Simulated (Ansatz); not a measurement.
## Ligand exchange: C2H3I + SiH3(GeH3) → C2H6Si + GeH3I

Species: C2H3I (vinyl iodide) `C=CI`, singlet; SiH3(GeH3), singlet; C2H6Si (vinylsilane) `C=C[SiH3]`, singlet; GeH3I `[GeH3][I]`, singlet. The partners trade I for SiH3: C–I and Ge–SiH3 bonds give way to C–SiH3 and Ge–I.

Shapes, held fixed at every level: PBE0-D4/def2-TZVP. Programs: Ansatz 0.2.0. The zero-point and thermal change to 298 K, harmonic and unscaled (PBE0-D4/def2-TZVP), is +2.9 kJ/mol.

```tsv
level	kind	ΔH(298 K) (kJ/mol)	less CCSD(T)/def2-TZVPP	CPU time (sum over the molecules)
r2SCAN-D4/def2-TZVPP	meta-GGA	-100.0	-0.5	24 s
BHLYP-D4/def2-TZVPP	global hybrid	-114.7	-15.2	17 s
wB97M-V/def2-TZVPP	range-separated hybrid	-107.9	-8.4	56 s
wB97X-V/def2-TZVPP	range-separated hybrid	-105.3	-5.8	38 s
CCSD/def2-SVP	coupled cluster or CI	-112.0	-12.5	–
CCSD/def2-TZVPP	coupled cluster or CI	-103.5	-4.0	–
CCSD(T)/def2-TZVPP	coupled cluster or CI	-99.5	0.0	3 min
```

The highest level, CCSD(T)/def2-TZVPP, gives ΔH(298 K) = -99.5 kJ/mol; the levels span -114.7 to -99.5. The column of differences is taken from that level and isn't an error. No measured value is set beside it here. For atoms past krypton def2 sets carry core potentials with scalar relativity. Relativity is left out for Ge unless named. Correlated rows may include outer-core shells of Ge, I, which these sets cover unevenly. Times are processor times on shared x86 and Arm servers, and rough.

Every level makes the exchange strongly exothermic, with CCSD(T) at -99.5 kJ/mol, and the small thermal term of +2.9 kJ/mol shows that the driving force is electronic. It follows from how the partners are paired. The reactants hold a weak, nearly nonpolar C–I bond and a weak Ge–Si bond between two electropositive atoms. The products join each electropositive group-14 centre to a more electronegative partner, so C–Si and Ge–I both gain ionic stabilisation, and carbon's compact orbitals also overlap well with those of silicon.

Within coupled cluster, the larger basis and the triples both make the reaction less exothermic, and the basis step is the larger. The sign is therefore secure, but the last few kJ/mol are probably not converged. The closeness of r2SCAN to CCSD(T) may thus owe something to cancellation, and a single reaction can't rank the functionals. The exothermicity says nothing about the barrier, which could be substantial for a direct exchange between closed-shell molecules.
